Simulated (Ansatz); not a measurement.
**Ligand exchange: BH(CH3)(SH) + Cd(SH)2 → BH(SH)2 + Cd(CH3)(SH)**

Species: BH(CH3)(SH), singlet; Cd(SH)2, singlet; BH(SH)2, singlet; Cd(CH3)(SH), singlet. The partners trade CH3 for SH: B–CH3 and Cd–SH bonds give way to B–SH and Cd–CH3.

Shapes, held fixed at every level: PBE0-D4/def2-TZVP. Flexible molecules stand in one conformer, not always the lowest. Programs: Ansatz 0.2.0. Electronic energies: no zero-point or thermal term.

Question: Estimate ΔE of this reaction.

Answer: The highest level, CCSD(T)/def2-TZVPP, gives ΔE = +31.3 kJ/mol; the levels span +27.1 to +65.0. The column of differences is taken from that level and isn't an error. No measured value is set beside it here. For atoms past krypton def2 sets carry core potentials with scalar relativity. Outer-core shells of Cd are correlated in most correlated rows, in sets that cover them unevenly.

```csv
level,kind,ΔE (kJ/mol),less CCSD(T)/def2-TZVPP
HF/def2-SVP,Hartree–Fock,+65.0,+33.7
SPW92/def2-TZVPP,LDA,+27.1,-4.2
B3LYP-D4/def2-TZVPP,global hybrid,+37.5,+6.2
PBE0-D4/def2-TZVPP,global hybrid,+37.3,+6.0
r2SCAN0-D4/def2-TZVPP,global hybrid,+40.7,+9.4
wB97X-V/def2-TZVPP,range-separated hybrid,+40.1,+8.8
CCSD(T)/def2-SVP,coupled cluster or CI,+35.2,+3.9
CCSD(T)/def2-TZVPP,coupled cluster or CI,+31.3,0.0
```

The exchange is uphill at every level, so in these molecules methyl stays preferentially on boron and thiolate on cadmium. The likely reason is the contrast between the two carbon bonds: boron's compact valence orbitals overlap well with carbon, whereas the diffuse 5s and 5p orbitals of cadmium form a weaker Cd–C bond. Cadmium also binds thiolate well through a polar, soft–soft interaction. Sulfur lone-pair donation into boron's empty p orbital works the other way, but the second SH group must share that acceptor with the first, which probably limits the gain.

Hartree–Fock exaggerates the cost greatly. Coupled cluster in the same small basis gives +35.2 kJ/mol against +65.0, so missing correlation, not basis size, accounts for most of the excess; correlation evidently stabilises the product pair more. The sign is therefore secure across the methods, but the energy is a net balance and doesn't give the individual bond strengths. Nor does it carry over to condensed cadmium thiolates, where sulfur commonly bridges metal centres.
